\textbf{Student.} My notes say that the top vibrational levels of a diatomic molecule depend only on the tail of the potential. The eigenvalues belong to the whole well, so I do not see how that can hold.

\textbf{Lecturer.} It holds for the spacings. The whole well enters through one constant. Here are the premises. First, the nuclei move on a single Born--Oppenheimer curve $V(r)$ with reduced mass $\mu$ and no rotation, $J=0$. Second, the curve has a repulsive inner wall, one minimum and the limit $V(\infty)=D$. Third, beyond some distance $r_a$ one inverse power describes it,
\begin{equation}
V(r)=D-\frac{C_n}{r^{n}},\qquad C_n>0,\quad n>2 .\tag{1}
\end{equation}
Fourth, the levels obey the first-order WKB condition, with the phase $\pi/4$ at each of the two turning points $r_1<r_2$,
\begin{equation}
v+\tfrac12=\frac{\sqrt{2\mu}}{\pi\hbar}\int_{r_1}^{r_2}\sqrt{E-V(r)}\,dr .\tag{2}
\end{equation}
I write $\epsilon=D-E>0$ for the binding energy. Equation (2) defines $v(E)$ for every $E$ below $D$, and the levels are the energies where it is an integer.

\textbf{Student.} Put (1) into (2). The integrand goes as $r^{-n/2}$, which is largest at small $r$, where (1) is false, and its integral diverges at the origin. That is my objection in a formula.

\textbf{Lecturer.} And it is correct for (2) itself, which is why we differentiate it. The limits depend on $E$, but the integrand vanishes at both, so the boundary terms of the Leibniz rule are zero. The differentiated integrand has inverse square-root singularities at the turning points, which are integrable. Hence
\begin{equation}
\frac{dv}{dE}=\frac{\sqrt{2\mu}}{2\pi\hbar}\int_{r_1}^{r_2}\frac{dr}{\sqrt{E-V(r)}} .\tag{3}
\end{equation}
The classical speed is $\sqrt{2(E-V)/\mu}$, so the period is $T=\sqrt{2\mu}\int dr/\sqrt{E-V}$ and (3) says $dv/dE=T/h$. The weight is now largest where the atoms are slow, far out near $r_2$.

\textbf{Student.} They are also slow at the inner turning point.

\textbf{Lecturer.} Briefly, because the wall is steep. Split the integral at $r_a$. As $\epsilon\to0$ the piece from $r_1$ to $r_a$ tends to a finite limit $\tau_{\rm in}$, its value at $E=D$. In the outer piece (1) holds, so $E-V=C_n/r^n-\epsilon$ and $r_2=(C_n/\epsilon)^{1/n}$. I extend the outer piece down to $r=0$. What I add is finite too: for $\epsilon\to0$ it is $\int_0^{r_a}r^{n/2}C_n^{-1/2}dr$. So
\begin{equation}
\int_{r_1}^{r_2}\frac{dr}{\sqrt{E-V}}=\int_0^{r_2}\frac{dr}{\sqrt{C_n/r^n-\epsilon}}+O(1).\tag{4}
\end{equation}
The first term will turn out to diverge as $\epsilon\to0$, so the bounded remainder loses in relative terms. Put $r=r_2y$. Since $C_n/r_2^n=\epsilon$, the radicand is $\epsilon(y^{-n}-1)=\epsilon\,y^{-n}(1-y^n)$, and
\begin{equation}
\int_0^{r_2}\frac{dr}{\sqrt{C_n/r^n-\epsilon}}=\frac{r_2}{\sqrt{\epsilon}}\,I_n,\qquad I_n=\int_0^1\frac{y^{n/2}\,dy}{\sqrt{1-y^n}} .\tag{5}
\end{equation}
With $t=y^n$, $dy=t^{1/n-1}dt/n$, this is Euler's beta integral, $B(a,b)=\Gamma(a)\Gamma(b)/\Gamma(a+b)$, and $\Gamma(\tfrac12)=\sqrt\pi$:
\begin{equation}
I_n=\frac1n\int_0^1t^{1/n-1/2}(1-t)^{-1/2}dt=\frac1nB\!\left(\tfrac12+\tfrac1n,\tfrac12\right)=\frac{\sqrt\pi\,\Gamma(\tfrac12+\tfrac1n)}{n\,\Gamma(1+\tfrac1n)} .\tag{6}
\end{equation}
The prefactor is $r_2\epsilon^{-1/2}=C_n^{1/n}\epsilon^{-(n+2)/2n}$, which diverges as promised. Insert (4) to (6) into (3), drop the $O(1)$ term and invert. The constants combine as $2\pi\hbar/(\sqrt{2\mu}\sqrt\pi)=\hbar\sqrt{2\pi/\mu}$, so
\begin{equation}
\frac{dE}{dv}=K_n\,(D-E)^{(n+2)/2n},\qquad K_n=\hbar\sqrt{\frac{2\pi}{\mu}}\;\frac{n\,\Gamma(1+\tfrac1n)}{\Gamma(\tfrac12+\tfrac1n)\,C_n^{1/n}} .\tag{7}
\end{equation}

\textbf{Student.} I would like a case where I know the answer, to trust the factors.

\textbf{Lecturer.} Nothing up to (7) used $n>2$, so take $n=1$. With $\Gamma(2)=1$ and $\Gamma(\tfrac32)=\sqrt\pi/2$, $K_1=2\sqrt2\,\hbar/(\sqrt\mu\,C_1)$. The exact Coulomb levels are $\epsilon=\mu C_1^2/2\hbar^2N^2$, so $dE/dN=\mu C_1^2/\hbar^2N^3$. Eliminating $N$ through $N^{-3}=(2\hbar^2\epsilon/\mu C_1^2)^{3/2}$ gives $2\sqrt2\,\hbar\,\epsilon^{3/2}/(\sqrt\mu\,C_1)$, which is (7).

\textbf{Student.} Then where does $n>2$ come in?

\textbf{Lecturer.} In the integration. Since $dE=-d\epsilon$, (7) reads $dv=-K_n^{-1}\epsilon^{-(n+2)/2n}d\epsilon$. The exponent $(n+2)/2n$ is below one only for $n>2$. Then the integral converges at $\epsilon=0$, the well holds finitely many levels, and $v$ reaches a finite value $v_D$ at dissociation:
\begin{equation}
v_D-v=\frac1{K_n}\int_0^{\epsilon}\epsilon'^{\,-(n+2)/2n}d\epsilon'=\frac{2n}{(n-2)K_n}\,\epsilon^{(n-2)/2n}.\tag{8}
\end{equation}
Solving for $\epsilon$ gives the near-dissociation law of Le Roy and Bernstein (1970),
\begin{equation}
D-E_v=\left[H_n\,(v_D-v)\right]^{2n/(n-2)},\qquad H_n=\frac{n-2}{2n}\,K_n .\tag{9}
\end{equation}
The dropped $O(1)$ term adds to (8) a piece proportional to $\epsilon$, which vanishes at threshold. So $v_D$ is exactly the value of (2) at $E=D$, in general not an integer. It is the action of the whole well, and there your objection lives: the tail cannot predict $v_D$.

\textbf{Student.} So how is (9) used on a spectrum?

\textbf{Lecturer.} As straight lines. For $n=5$, (7) makes $(dE/dv)^{10/7}$ linear in $E$ with its zero at $D$, and (9) makes $(D-E_v)^{3/10}$ linear in $v$ with slope $-H_5$ and zero at $v_D$. The slope gives $C_5\propto H_5^{-5}$, so one per cent in the slope is five per cent in $C_5$.

\textbf{Student.} Why $n=5$ for the B state of I$_2$? Two neutral atoms should attract as $r^{-6}$.

\textbf{Lecturer.} The $r^{-6}$ dispersion term is of second order and always present. Open-shell atoms can also interact in first order. The B state, of symmetry $0_u^+$, dissociates to I($^2P_{3/2}$) and I($^2P_{1/2}$). A $^2P$ atom has a non-spherical charge cloud. Two quadrupoles interact as $r^{-5}$, because the potential of one falls as $r^{-3}$ and the other couples to its second derivative.

\textbf{Student.} A state with $j=\tfrac12$ has no quadrupole moment. A rank-two operator cannot connect $j=\tfrac12$ with itself.

\textbf{Lecturer.} True, but it connects $j=\tfrac12$ with $j=\tfrac32$. The two arrangements, left atom excited and right atom excited, are degenerate, and the quadrupole--quadrupole operator couples them. First-order degenerate perturbation theory then gives an $r^{-5}$ term by exchange of the fine-structure excitation. I take it as a premise that it is attractive in this state.

\textbf{Student.} Numbers, please.

\textbf{Lecturer.} The inputs are approximate values typical of this state: $C_5\approx39$ eV\,\AA$^5$ and $v_D\approx87.3$, with the atomic mass $126.904$ u, so $\mu=63.452$ u. Such parameters come from fits to the levels themselves, so what follows illustrates the law and does not test it. Define $\beta=\hbar^2/2\mu=3.294\times10^{-5}$ eV\,\AA$^2$. Then $\hbar\sqrt{2\pi/\mu}=\sqrt{4\pi\beta}=0.02035$ eV$^{1/2}$\,\AA. With $\Gamma(1.2)=0.9182$, $\Gamma(0.7)=1.2981$ and $C_5^{1/5}=2.081$ eV$^{1/5}$\,\AA,
\begin{equation}
K_5=0.03458\ {\rm eV}^{3/10},\qquad H_5=\tfrac3{10}K_5=0.01037\ {\rm eV}^{3/10},\tag{10}
\end{equation}
\begin{equation}
D-E_v=2.44\times10^{-7}\ {\rm eV}\,(v_D-v)^{10/3},\qquad r_2=43.7\ \text{\AA}\,(v_D-v)^{-2/3}.\tag{11}
\end{equation}
The fourth figure in (10) only guards the rounding. The energy coefficient scales as $C_5^{-2/3}$ and is no better known than that input. Here are five levels; the last column is a WKB parameter that I define later.

\begin{center}
\begin{tabular}{ccccc}
$v$ & $\epsilon$ (meV) & $\epsilon/k_B$ (K) & $r_2$ (\AA) & $\eta$\\ \hline
87 & $4.40\times10^{-6}$ & $5.11\times10^{-5}$ & 97.6 & 2.2\\
85 & $3.91\times10^{-3}$ & 0.0454 & 25.1 & 0.29\\
80 & 0.184 & 2.13 & 11.6 & 0.091\\
75 & 1.05 & 12.1 & 8.21 & 0.054\\
70 & 3.26 & 37.8 & 6.54 & 0.038
\end{tabular}
\end{center}

One practical point. At $v=80$, (7) gives $dE/dv=83.9$ $\mu$eV, a period of $49$ ps. The interval $E_{81}-E_{80}$ from (9) is $71.3$ $\mu$eV. An interval estimates the derivative at the midpoint, and (7) at $v=80.5$ gives $71.1$ $\mu$eV.

\textbf{Student.} I doubt the third premise. What is $C_6$?

\textbf{Lecturer.} Take as approximate inputs $C_6\approx190$ eV\,\AA$^6$ and $C_8\approx3100$ eV\,\AA$^8$, so $p=C_6/C_5=4.87$ \AA\ and $q=C_8/C_5=79.5$ \AA$^3$.

\textbf{Student.} Then at $11.6$ \AA\ the $C_6$ term is $0.42$ of the $C_5$ term. Your premise fails in most rows of the table.

\textbf{Lecturer.} As a statement about the potential it fails. The levels suffer much less, and the reason can be derived. Let $W=D-V$ and $g=1/(\pi\sqrt\beta)=55.46$ eV$^{-1/2}$\,\AA$^{-1}$, which is the prefactor of (2). Subtract (2) at $E=D-\epsilon$ from (2) at $E=D$, counting each square root as zero where its argument is negative:
\begin{equation}
v_D-v=g\int\left[\sqrt{W}-\sqrt{W-\epsilon}\,\right]dr .\tag{12}
\end{equation}
Outside $r_a$ let $W=C_5r^{-5}(1+p/r+q/r^3)$, which decreases monotonically. Define a new coordinate $s$ by $C_5/s^5=W(r)$ and the shift $\delta=r-s$:
\begin{equation}
\delta(r)=r\left[1-\left(1+\frac pr+\frac q{r^3}\right)^{-1/5}\right]=\frac p5-\frac{3p^2}{25\,r}+O(r^{-2}),\tag{13}
\end{equation}
where I used $(1+x)^{-1/5}=1-x/5+3x^2/25-\dots$ In terms of $s$ the bracket in (12) is exactly that of the pure tail,
\begin{equation}
\Phi(s)=\sqrt{C_5/s^5}-\sqrt{C_5/s^5-\epsilon},\qquad 0\le\Phi\le\sqrt\epsilon ,\tag{14}
\end{equation}
which rises to $\sqrt\epsilon$ at $s_2=(C_5/\epsilon)^{1/5}$ and falls beyond. Now $dr=ds+d\delta$. With $s_a=s(r_a)$ we have $\int_{r_a}^\infty\Phi\,dr=\int_0^\infty\Phi\,ds-\int_0^{s_a}\Phi\,ds+\int\Phi\,d\delta$. The quantity $g\int_0^\infty\Phi\,ds$ vanishes at $\epsilon=0$, and its $\epsilon$-derivative is $g/2$ times the integral (5), so it equals the right side of (8). For $\epsilon\ll W(r_a)$ the two inner pieces are linear in $\epsilon$, because $\sqrt W-\sqrt{W-\epsilon}\simeq\epsilon/2\sqrt W$. Therefore
\begin{equation}
v_D-v=\frac{\epsilon^{3/10}}{H_5}+g\int_{r_a}^{\infty}\Phi\,\frac{d\delta}{dr}\,dr+\frac{g\epsilon}{2}\left(\tau_{\rm in}-\tau_5\right)+O(\epsilon^2),\tag{15}
\end{equation}
with $\tau_5=\int_0^{s_a}s^{5/2}C_5^{-1/2}ds=2s_a^{7/2}/(7\sqrt{C_5})$.

\textbf{Student.} Only $d\delta/dr$ appears. The constant $p/5$ has dropped out.

\textbf{Lecturer.} Yes. To first order a $C_6$ term added to a $C_5$ tail is a rigid outward shift, since $C_5/(r-\delta)^5=C_5/r^5+5\delta C_5/r^6+\dots$, and a rigid shift of the tail changes no spacing at the order of (9). A first-order $C_6$ correction to $v_D-v$ would scale as $\sqrt\epsilon$, and its coefficient is zero. The first survivor comes from $d\delta/dr\simeq3p^2/25r^2$ and scales as $\sqrt\epsilon/s_2\propto\epsilon^{7/10}$, of second order in $C_6$. The same happens for any pair of powers $n$ and $n+1$.

\textbf{Student.} A scaling is not a size.

\textbf{Lecturer.} Take $r_a=5$ \AA. From (13), $\delta$ is $0.873$ \AA\ there, falls to a single minimum of $0.858$ \AA\ near $9$ \AA, and rises to $p/5=0.974$ \AA. Its total variation is $0.131$ \AA. By (14) the second term of (15) is at most $g\sqrt\epsilon$ times that. With $g\sqrt\epsilon=0.75$ \AA$^{-1}$ at $v=80$ and $3.2$ \AA$^{-1}$ at $v=70$, the bounds are $0.1$ and $0.4$ of a level. They are generous, since $\Phi$ is near its maximum only around $s_2$; quadrature of the term gives under $0.02$ in magnitude in both cases. The turning points do feel the shift. With three terms they lie at $12.5$ and $7.40$ \AA, so the table is low by $7$ and $12$ per cent. The pure $C_5$ column underestimates the real size of the molecule in these levels, by about ten per cent.

\textbf{Student.} The series does not stop at $C_8$.

\textbf{Lecturer.} No. A small addition $\Delta W$ raises $\delta$ by $s\,\Delta W/5W$, because $s\propto W^{-1/5}$. With an approximate $C_{10}\approx5\times10^4$ eV\,\AA$^{10}$, $\Delta W=0.0051$ eV at $5$ \AA, where $W=0.033$ eV and $s_a=4.13$ \AA, so $\Delta\delta=0.13$ \AA, decreasing outward. The change of (12) is $-g\int\Delta\delta\,\Phi'\,dr$. As $dr\simeq ds$, and $\Phi$ rises by at most $\sqrt\epsilon$ and then falls by $\sqrt\epsilon$, this is limited by about $g\sqrt\epsilon$ times the largest $\Delta\delta$, again $0.1$ and $0.4$ of a level. Electron exchange between the atoms also sets in at short range and is not in the series at all.

\textbf{Student.} And the well, the $O(1)$ term you dropped in (4)?

\textbf{Lecturer.} It is the third term of (15). For its scale, model the inside by a Morse curve, $W=D_e(2u-u^2)$ with $u=e^{-a(r-r_e)}$, and the approximate inputs $D_e\approx0.54$ eV, $r_e\approx3.02$ \AA, $a\approx1.85$ \AA$^{-1}$. At $E=D$ the inner turning point is $u=2$. With $dr=-du/(au)$, and since $-\sqrt{(2-u)/u}$ is a primitive of $u^{-3/2}(2-u)^{-1/2}$,
\begin{equation}
\tau_{\rm in}=\frac1{a\sqrt{D_e}}\int_{u_a}^2\frac{du}{u^{3/2}\sqrt{2-u}}=\frac1{a\sqrt{D_e}}\sqrt{\frac{2-u_a}{u_a}} .\tag{16}
\end{equation}
At $5$ \AA, $u_a=0.0257$ and $\tau_{\rm in}=6.45$ \AA\,eV$^{-1/2}$, while $\tau_5=6.53$ \AA\,eV$^{-1/2}$. By (3) the share of the period spent inside $5$ \AA\ is about $(g\tau_{\rm in}/2)\,dE/dv$, which is $1.5$ per cent at $v=80$ and $11$ per cent at $v=70$. In (15) each of the two pieces is $0.033$ of a level at $v=80$, and they are $0.58$ and $0.59$ at $v=70$.

\textbf{Student.} They cancel, so the law is nearly perfect down to $v=70$.

\textbf{Lecturer.} They have opposite signs by construction, but do not bank on the closeness. The Morse curve is crude: it gives $W=0.027$ eV at $5$ \AA, against $0.033$ eV from the tail. I read the single pieces as the scale of what is uncontrolled. By (9), $d\ln\epsilon/dv_D=(10/3)/(v_D-v)$. So $0.1$ of a level is $5$ per cent in $\epsilon$ at $v=80$, and $0.6$ of a level is $12$ per cent at $v=70$. The third figure in the table belongs to the model, not to the molecule. A fit of (9) that reaches down to such levels absorbs these terms into biased values of $C_5$, $v_D$ and $D$.

\textbf{Student.} All these corrections vanish as $\epsilon\to0$. Is the law then best for the very last level?

\textbf{Lecturer.} There the fourth premise breaks. At $E=D$ the reduced wavelength in the tail is $\lambda(r)=\sqrt{\beta r^n/C_n}$. Define the length $L=(C_n/\beta)^{1/(n-2)}$. Then $d\lambda/dr=(n/2)(r/L)^{(n-2)/2}$, and WKB needs this to be small. It is small deep in the tail and fails near $L$, which is $106$ \AA\ here. A level is safe if it turns round well inside $L$, so evaluate the derivative at $r_2$ and call it $\eta$. Insert $\epsilon=C_n/r_2^n$ and $\hbar\sqrt{2\pi/\mu}=\sqrt{4\pi\beta}$ into (8):
\begin{equation}
v_D-v=\frac{\Gamma(\tfrac12+\tfrac1n)}{(n-2)\sqrt\pi\,\Gamma(1+\tfrac1n)}\left(\frac{L}{r_2}\right)^{(n-2)/2}.\tag{17}
\end{equation}
For $n=5$ the coefficient is $0.266$, so $\eta=0.66/(v_D-v)$. Mass and $C_n$ have cancelled. However heavy the molecule, the last level is not semiclassical.

\textbf{Student.} How large is the failure?

\textbf{Lecturer.} At threshold it is known exactly. For $E=D$ the radial equation in the tail is $\psi''+L^{n-2}r^{-n}\psi=0$. Direct substitution shows that $\sqrt r\,J_{\pm\nu}(z)$ solve it, with
\begin{equation}
\nu=\frac1{n-2},\qquad z=\frac2{n-2}\left(\frac Lr\right)^{(n-2)/2}=\int_r^\infty\frac{dr'}{\lambda(r')} .\tag{18}
\end{equation}
As $r\to\infty$, $z^\nu\propto r^{-1/2}$, so $\sqrt rJ_\nu$ tends to a constant and $\sqrt rJ_{-\nu}$ grows as $r$. A level sits exactly at threshold when $\psi$ tends to a constant, which selects $J_\nu$. At small $r$, $J_\nu(z)\propto z^{-1/2}\cos(z-\nu\pi/2-\pi/4)$. The outer phase is thus $\pi/4+\nu\pi/2$ in place of $\pi/4$. The total phase at $E=D$ is $\pi(v_D+\tfrac12)$ by (2), and matching to the inner solution sets it equal to $v\pi+\pi/4+\pi/4+\nu\pi/2$. So level $v$ becomes bound at
\begin{equation}
v_D-v=\frac1{2(n-2)},\tag{19}
\end{equation}
which is $1/6$ for $n=5$, and not at $v_D-v=0$ as (9) has it. Close to that value the law overstates the binding by an unbounded factor. With $v_D-v=0.3$ the first row of the table is a formal entry and may be too deep by a large factor. In the real molecule the hyperfine interaction of the iodine atoms far exceeds such a binding energy and mixes electronic states, so the first premise is lost as well.

\textbf{Student.} Spectra are not taken at $J=0$.

\textbf{Lecturer.} Rotation adds $\beta J(J+1)/r^2$ to $V$ for this $\Omega=0$ state. It falls more slowly than the attraction, so it matters most at $r_2$. At $v=80$ its ratio to $\epsilon$ there is $0.15$ for $J=10$. The law applies to term values reduced to $J=0$, and near the top that reduction is no small correction.

\textbf{Student.} Let me state the range, then. The law (9) needs one isolated potential curve, $J=0$, and a tail $-C_n/r^n$ with $n>2$. From above it needs $v_D-v$ well beyond one, so that $\eta$ is small; the phase correction reaches $1/2(n-2)$ of a level at threshold. From below it needs $r_2$ well outside the region of overlap, so that the second and third terms of (15) are small against $v_D-v$.

\textbf{Lecturer.} Yes. For the B state of I$_2$ with these inputs, the window centres on $v\approx80$. There the level is bound by about $0.18$ meV, or $2.1$ K, $\eta$ is $0.091$, and the neglected terms are of order $0.1$ of a level or less, a few per cent in the binding energy. By $v=70$ they may reach several tenths of a level and ten per cent. The window extends that far down only because the leading correction, $C_6/r^6$, acts as a shift of the $r^{-5}$ tail and leaves the spacings unchanged in first order.